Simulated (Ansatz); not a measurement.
Method: DFT PBE, scalar-relativistic, plane waves, PAW in Ansatz. Cutoff 420 eV, Γ-centred meshes of about 0.25 Å⁻¹ or finer for metals and 0.3 Å⁻¹ for insulators (2π included), Gaussian smearing. No spin polarisation.

All energies are static (0 K, no zero-point motion).

Two relaxed structures of Ba₅HfO₂:

A.

```yaml
crystal:
  lattice:
    - [3.78322, 0.00000, 0.00000]
    - [0.00000, 3.78322, 0.00000]
    - [0.00000, 0.00000, 19.22761]
  atoms:
    - { symbol: Ba, position: [0.00000, 0.00000, 0.00756] }
    - { symbol: Ba, position: [0.50000, 0.50000, 0.17648] }
    - { symbol: Ba, position: [0.50000, 0.50000, 0.79025] }
    - { symbol: Ba, position: [0.00000, 0.00000, 0.33852] }
    - { symbol: Ba, position: [0.50000, 0.50000, 0.53332] }
    - { symbol: Hf, position: [0.00000, 0.00000, 0.66067] }
    - { symbol: O, position: [0.00000, 0.00000, 0.20969] }
    - { symbol: O, position: [0.50000, 0.50000, 0.04352] }
```

B.

```yaml
crystal:
  lattice:
    - [3.91889, 0.00000, 0.00000]
    - [-1.95945, 3.39386, 0.00000]
    - [0.00000, 0.00000, 19.99386]
  atoms:
    - { symbol: Ba, position: [0.00000, 0.00000, 0.50000] }
    - { symbol: Ba, position: [0.66667, 0.33333, 0.34382] }
    - { symbol: Ba, position: [0.33333, 0.66667, 0.65617] }
    - { symbol: Ba, position: [0.33333, 0.66667, 0.13623] }
    - { symbol: Ba, position: [0.66667, 0.33333, 0.86377] }
    - { symbol: Hf, position: [0.00000, 0.00000, 0.00000] }
    - { symbol: O, position: [0.66667, 0.33333, 0.58612] }
    - { symbol: O, position: [0.33333, 0.66667, 0.41388] }
```

Question: Which form is favoured at zero pressure, and by what margin per atom?

Answer: B is lower, by 12 meV/atom. A has space group P4mm (No. 99), 34.4 Å³/atom and no gap on its mesh; B has space group P-3m1 (No. 164), 33.2 Å³/atom and no gap. Counting Ba or Hf atoms around O (for each partner element, those within 1.25 times its shortest distance or 1.15 times the sum of covalent radii, where it is the nearest in units of that sum or under 1.3), A has O 5 and B has O 6. The denser one is the lower, and pressure would at first widen the difference. In A, around Ba on its first site lie 4 O at 2.76 Å, 4 Ba at 3.78 Å, 1 O at 3.89 Å and 4 Ba at 4.21 Å; around Hf lie 8 Ba at 3.63–3.66 Å and 4 Hf at 3.78 Å; O on its first site has 1 Ba at 2.48 Å and 4 Ba at 2.75 Å; 5 more sites not described. In B, Ba on a site of symmetry -3m has 6 O at 2.84 Å and 12 Ba at 3.86–3.92 Å; around Hf lie 6 Ba at 3.54 Å and 6 Hf at 3.92 Å; O has 3 Ba at 2.66 Å and 3 Ba at 2.84 Å; 2 more sites not described. Both come from trial cells of a structure search, whose lowest cell (C2, 42.0 Å³/atom) lies 176 meV/atom below the lower of the two.

For metals, differences of a few meV/atom aren't resolved. Spin–orbit coupling, which can matter for Hf, is left out. A magnetic state wasn't ruled out in cells without spin, among them P4mm, P-3m1. Cells relaxed within their symmetry can be saddle points. Some structure types and database cells were kept out of the candidates from the start, so a known form may be missing.

B is favoured over A by 12 meV/atom, but neither is the ground state: the C2 cell lies a further 176 meV/atom below B. In both layered structures oxygen binds to barium, while hafnium sits in a metallic environment of Ba and Hf. Oxide formation takes up only part of the valence electrons of this metal-rich composition, so the absence of a gap is expected.

B's advantage probably comes in part from its more complete oxygen environment, a distorted octahedron of Ba as in rock-salt barium oxide, where A offers only five close neighbours. The metal layers are also stacked differently, however, and the total energies don't separate the two contributions. Compression should favour B over the much more voluminous C2 cell as well, though whether the order reverses before other phases intervene is open. Nor does the comparison establish stability against separation into barium oxide and the metals, a natural competitor because barium and hafnium have little tendency to alloy.
